Bright and dark excitons of a carbon nanotube in a tilted magnetic field

1. The sixteen states

The lowest optical transition of a semiconducting nanotube of diameter d connects the highest valence and the lowest conduction subband. Each occurs twice, near the corners K and K′ of the graphene Brillouin zone, and each level holds two spins. A pair state |τc τv; σ σ′⟩ is made by removing an electron of spin σ′ from the valence band of valley τv and placing it with spin σ in the conduction band of valley τc, with τ = +1 for K and −1 for K′. The long-range Coulomb attraction binds the pair and is blind to the four labels, so the lowest exciton level E₀ is 2⁴ = 16-fold degenerate: 4 valley combinations, each with one singlet and three triplet states, or 4 singlets and 12 triplets. Light conserves spin and carries negligible momentum on the scale of K − K′. It cannot reach the triplets, nor the singlets KK′ and K′K, which carry momentum ±(K − K′). The singlets KK and K′K′ remain, and one combination of them takes all the dipole strength.

2. Band edges and the axial flux

Let x run around the circumference and y along the axis. In the sublattice basis (A, B), with Pauli matrices σ, the Dirac Hamiltonian of valley τ is

H_τ = ħv (τ κ σx + k σy),   (1)

with v the Fermi velocity, κ the circumferential and k the axial wave number. The field B makes an angle α with the axis, so B∥ = B cos α and B⊥ = B sin α. The cross-section is perpendicular to the axis and encloses the flux φ = (πd²/4) B cos α. For charge −e the vector potential φ/(πd) along the circumference adds (2/d) φ/φ₀ to κ, with φ₀ = h/e. The periodic boundary condition gives κ = (2/d)(j − τν/3 + φ/φ₀), with j an integer and ν = ±1 for a semiconducting tube, the Aharonov–Bohm shift worked out for nanotubes by Ajiki and Ando in 1993. For ν = −1 and j = 0,

τκ = κ₀ + τ δκ,  κ₀ = 2/(3d),  δκ = (2/d) φ/φ₀ = e d B∥/(4ħ).   (2)

The other sign of ν reverses the sign of the flux term, and the energies and strengths below are even in it. The gap of valley τ is 2ħv(κ₀ + τ δκ). The two gaps differ by 4ħv δκ, or

Δ_AB = e v d B cos α.   (3)

Equivalently, each band-edge carrier has an orbital moment μ_orb = e v d/4 along the axis. Electron and hole contribute equally to the pair energy, the valleys move oppositely, and Δ_AB = 4 μ_orb B∥. A pair |τc τv⟩ shifts by (Δ_AB/4)(τc + τv), so KK′ and K′K do not move.

For an exciton the splitting is 2 δκ dE/dκ, where E(κ) includes self-energy, binding and exchange. These are not strictly proportional to κ, so v in (3) is an effective velocity, (1/2ħ) dE/dκ. With d = 1.0 nm and the typical value v = 1.0 × 10⁶ m/s, the slope e v d is 1.0 meV/T, μ_orb is 4.3 Bohr magnetons and the zero-field gap 4ħv/(3d) is 0.88 eV. At B∥ = 10 T, φ/φ₀ = 1.9 × 10⁻³ and δκ/κ₀ = 0.57 per cent. The K′ gap would close at φ/φ₀ = 1/3, which needs 1.8 × 10³ T, so laboratory fields lie deep in the linear regime.

3. Short-range interaction

At k = 0 and zero field, (1) and (2) give the same matrix ħvκ₀σx in both valleys. The band-edge spinors are c = (1, 1)/√2 and v = (1, −1)/√2, times the Bloch phase of the valley and N^(−1/2) for N graphene cells. With this phase choice the axial velocity element ⟨c|σy|v⟩ is the same for K and K′, so |KK⟩ and |K′K′⟩ have equal transition amplitudes. Their transition densities c*v are also equal: +1/(2N) on every A site and −1/(2N) on every B site.

Take an effective on-site repulsion U and a nearest-neighbour repulsion V, freeze the spinors at their band-edge form, and let the exciton envelope φ_k enter through λ = |Σ_k φ_k|²/(2N), which is independent of tube length. A matrix element between pair states has a direct part, with a minus sign, that conserves σ and σ′, and an exchange part that annihilates a pair with σ = σ′ and creates another such pair. The spin factor of exchange is therefore 2 for the singlet and 0 for the triplets. Three integrals matter; the intravalley direct term is common to all states and is absorbed in E₀.

Exchange at zero momentum acts between any two of KK and K′K′. The staggered densities give 2 × (1/4)U per cell from the sites and 2 × 3 × (−1/4)V from the bonds, so J = λ(U − 3V). The long-range part of exchange vanishes at zero exciton momentum in one dimension.

Intervalley direct scattering moves electron and hole together from K to K′ and transfers the momentum Q = K − K′. The site terms give D = λU. The bond terms carry Σ exp(iQ·δ) over the three neighbour vectors δ, which is 1 + 2cos(4π/3) = 0.

Exchange within KK′ or K′K also involves Q, and for the same reason J′ = λU.

Longer-range terms, and the different screening of direct and exchange terms, change these values but not the structure, so J, D and J′ are treated as parameters. In the basis (KK, K′K′), with τx and τz Pauli matrices in that space, the blocks relative to E₀ are

singlet: 2J (1 + τx) − D τx + (Δ_AB/2) τz,
triplet: −D τx + (Δ_AB/2) τz + g μ_B B m,   (4)

where m = 0, ±1 is the spin projection on the field. The KK′ and K′K singlets lie at 2J′ and their triplets at g μ_B B m. At zero field the symmetric singlet lies at 4J − D and the antisymmetric one at +D, so

Δx = 4J − 2D.   (5)

The splitting is a difference between exchange, which pushes the symmetric state up, and intervalley scattering, which pulls it down. As illustrative values take D = J′ = 20 meV and J = 11 meV, which means V/U = 0.15; J was chosen to give Δx = 4 meV, in the range of a few meV typical of tubes near 1 nm. The levels are then −20 meV (symmetric triplet, 3 states), 0 (KK′ and K′K triplets, 6), +20 meV (antisymmetric triplet and antisymmetric singlet, 4), +24 meV (symmetric singlet, 1) and +40 meV (KK′ and K′K singlets, 2). The dipole operator creates the equal-weight sum of KK and K′K′ singlets, which is the 24 meV state. One state of sixteen is bright, and a dark singlet lies Δx below it. The antisymmetric singlet has zero transition density, feels no exchange, and in this model coincides with its triplet.

4. The two-level problem in closed form

Measured from its centre 2J, the singlet block of (4) is

H = (Δx/2) τx + (Δ_AB/2) τz.   (6)

Since τx and τz anticommute, H² = (Δx² + Δ_AB²)/4, and since H is traceless,

E± = ±Ω/2,  Ω = √(Δx² + Δ_AB²).   (7)

In terms of |b⟩ = (|KK⟩ + |K′K′⟩)/√2 and |d⟩ = (|KK⟩ − |K′K′⟩)/√2, τx is diagonal with values +1 and −1, while τz turns |b⟩ into |d⟩. The flux term is thus a pure bright–dark coupling of size Δ_AB/2. With tan θ = Δ_AB/Δx,

|+⟩ = cos(θ/2)|b⟩ + sin(θ/2)|d⟩,  |−⟩ = −sin(θ/2)|b⟩ + cos(θ/2)|d⟩.   (8)

Only |b⟩ has a transition amplitude, so the two lines share the zero-field strength in the fractions f₊ = cos²(θ/2) = (1 + Δx/Ω)/2 and f₋ = sin²(θ/2) = (1 − Δx/Ω)/2. Their sum is fixed, and their ratio is

r = f₋/f₊ = tan²(θ/2) = (Ω − Δx)/(Ω + Δx).   (9)

Both transitions are polarised along the tube, so the projection of the light polarisation on the tilted axis multiplies both alike and cancels in r. For Δ_AB ≪ Δx,

r ≈ (e v d B/2Δx)² cos²α,   (10)

and for Δ_AB ≫ Δx, r ≈ 1 − 2Δx/Δ_AB, as the eigenstates become pure valley states with half the strength each. Equations (7) and (9) invert to

Δx = Ω (1 − r)/(1 + r),  |Δ_AB| = 2Ω √r/(1 + r).   (11)

One pair (Ω, r) fixes Δx with no knowledge of α. The slope enters only through the product v d cos α, so an unnoticed tilt of 20° lowers the apparent slope by 6.0 per cent and leaves Δx alone.

5. Numbers

Take Δx = 4 meV and e v d = 1.0 meV/T. At B = 6 T and α = 60° the axial field is 3 T, so Δ_AB = 3 meV, Ω = 5 meV, f₋ = 0.10 and r = 1/9 = 0.11. The weak-field form (10) gives 0.14 and already overshoots. The same tube aligned with the same field has Ω = 7.2 meV and r = 0.29. At B = 10 T the model gives:

α      Δ_AB (meV)   Ω (meV)   r
0°     10.0         10.8      0.46
30°    8.7          9.5       0.41
45°    7.1          8.1       0.34
60°    5.0          6.4       0.23
75°    2.6          4.8       0.087
90°    0            4.0       0

Both r and Ω are stationary at 0° and at 90°, where r vanishes as cos²α. In between, r falls fastest near 70°, by 0.57 per radian. At 90° only Δ_AB and the fractional change of r are steep. In the full sixteen-state spectrum at 10 T and 60° the two singlets lie at 18.80 and 25.20 meV, symmetric about 2J = 22 meV, and no other state has dipole strength.

The ratio r governs absorption. Emission also depends on populations. If the two zero-momentum states are in thermal equilibrium, I₋/I₊ = r exp(Ω/k_BT). At 20 K, k_BT = 1.72 meV, and at 10 T and 60° the Boltzmann factor is 41 and I₋/I₊ = 9.5, although r is only 0.23. The two emission lines are equal at B∥ = 2.3 T, which at 10 T is reached at α = 77°. Incomplete relaxation between the levels reduces the population factor towards one.

For identical tubes with isotropic orientations, and no alignment by the field, put u = cos α and β = e v d B/Δx. Light polarised along B weights a tube by 3u², and the lower lines carry the share

⟨f₋⟩ = 1/2 − (3/2) ∫₀¹ u² du/√(1 + β²u²) = 1/2 − 3[β√(1 + β²) − arsinh β]/(4β³).   (12)

At 10 T, β = 2.5 and ⟨f₋⟩ = 0.26, against 0.31 for an aligned tube.

6. What the perpendicular component does

The claim that only B cos α acts has to be tested against the orbital and spin effects of B⊥.

On a cylinder of radius ρ = d/2 the normal component of B⊥ is B⊥ cos(x/ρ), described by A_y = B⊥ρ sin(x/ρ). It adds ħv a σy sin(x/ρ) to (1), with a = ρ/ℓ² and ℓ² = ħ/(eB⊥). The term is smooth on the lattice scale and does not connect the valleys. Its average round the tube is zero, so there is no first-order shift. In second order at k = 0, with κ now standing for the positive quantity τκ of (2) and q = 1/ρ, the conduction state at +ħvκ couples with amplitude ħva/2 to the states of opposite σx and wave number κ ± q, at energies −ħv(κ ± q). The shift is ħv(a²/4)[1/(2κ + q) + 1/(2κ − q)], and the valence state moves oppositely, so the half-gap is

ε(κ) = ħvκ [1 − a²/(q² − 4κ²)].   (13)

At κ₀ = q/3 the gap falls by the fraction (9/5)(ρ/ℓ)⁴, equally in both valleys. The valley splitting follows from the derivative, dε/dκ = ħv[1 − a²(q² + 4κ²)/(q² − 4κ²)²], which gives

Δ_AB = e v d B cos α [1 − (117/25)(ρ/ℓ)⁴].   (14)

For B⊥ = 10 T, ℓ = 8.1 nm and (ρ/ℓ)⁴ = 1.4 × 10⁻⁵. The common shift of the gap is 0.023 meV and the relative correction in (14) is 6.8 × 10⁻⁵. The orbital effect of B⊥ is negligible for a 1 nm tube; it grows as d⁴B⊥².

The spin Zeeman term follows the whole of B, not its projection. With g ≈ 2 for both bands, g μ_B B = 1.16 meV at 10 T, but the term is proportional to the total spin and leaves the singlets untouched.

Spin–orbit coupling from the curvature links the two sectors. The part that matters shifts κ by an amount proportional to τs, with s = ±1 the spin along the axis, and adds (Δso/4)(τc s + τv s′) to the pair energy, s and s′ being the axial projections of σ and σ′. Between the singlets and triplets of KK and K′K′ it acts as (Δso/2)τz times an operator that turns the singlet into the triplet with zero projection on the axis. At zero field it couples the bright singlet to the antisymmetric triplet, which lies Δx lower, and (9) applies with Δso in place of Δ_AB. For an assumed Δso = 0.5 meV, of typical order, the ratio is 0.0039, the same as the orbital brightening at B∥ = 0.5 T. Below such fields, and within a few degrees of α = 90° at 10 T, spin–orbit mixing rivals the flux effect.

Tilt opens a second channel. The triplet with zero projection on the axis has amplitude cos α on m = 0 and amplitudes of modulus sin α/√2 on m = ±1. The upper valley branch of the triplet block lies at (1/2)√(4D² + Δ_AB²) + gμ_B B m, and its m = −1 member descends together with |−⟩. At 10 T and 60° it lies at 19.00 meV, 0.20 meV above |−⟩. The coupling is (Δso/2)(sin α/√2) sin[(θ − θ_T)/2], with tan θ_T = Δ_AB/2D, and equals 0.06 meV. In lowest order about 8 per cent of the strength of |−⟩ passes to the triplet. The sum over the two close levels is conserved, so r is unchanged by this channel when the line is wider than their spacing. The spacing rests on the coincidence of the antisymmetric singlet and triplet noted in section 3 and is specific to the model. For an aligned tube the channel is closed.

7. Comparison with the general statement

The form (6) is more general than its derivation. Any Hamiltonian in the space of KK and K′K′ is a constant plus hx τx + hy τy + hz τz. Time reversal exchanges the valleys and conjugates; τx and τy are even under it and τz is odd. Every tube has twofold axes perpendicular to the tube axis, and a rotation about one of them also exchanges the valleys; τy and τz are odd under it. At zero field only τx survives, which makes |b⟩ and |d⟩ eigenstates. The axial dipole is odd under the rotation and connects the ground state to only one of them. B∥ is odd under both operations and can appear linearly only with τz. Symmetry thus fixes (6) to (9) and leaves open the sign and size of Δx and the slope of Δ_AB. In the contact model the bright state lies above the dark one when J > D/2, and (3) gives the slope for non-interacting bands. A perturbation even under time reversal and odd under the rotation, such as an axial electric field or an asymmetric defect, may add a term (Δy/2)τy. It also couples |b⟩ to |d⟩, replaces Δ_AB² by Δ_AB² + Δy² in (7) and (9), and leaves the lower line visible at α = 90°.

Equation (9) is exact for the squared amplitudes of the model. Oscillator strengths are proportional to the squared velocity element divided by the transition energy, which multiplies r by about 1 + Ω/E, with E the transition energy. For Ω = 10.8 meV and E = 0.88 eV the change is 1.2 per cent. The envelopes of the two valleys differ by relative order δκ/κ₀, which gives a correction of similar size. Two figures in r are therefore what the model supports. The numbers of section 5 are the model's: v and Δx were chosen so that the slope is near 1 meV/T per nanometre of diameter and the splitting is a few meV, as is typical of semiconducting tubes of this size, and for a given tube both depend on chirality and dielectric surroundings. What carries over unchanged is the scaling: Ω/Δx and r depend on field and orientation only through e v d B cos α/Δx, and the lower line reaches one third of the upper line's strength when B cos α = √3 Δx/(e v d), which is 6.9 T for the inputs used here.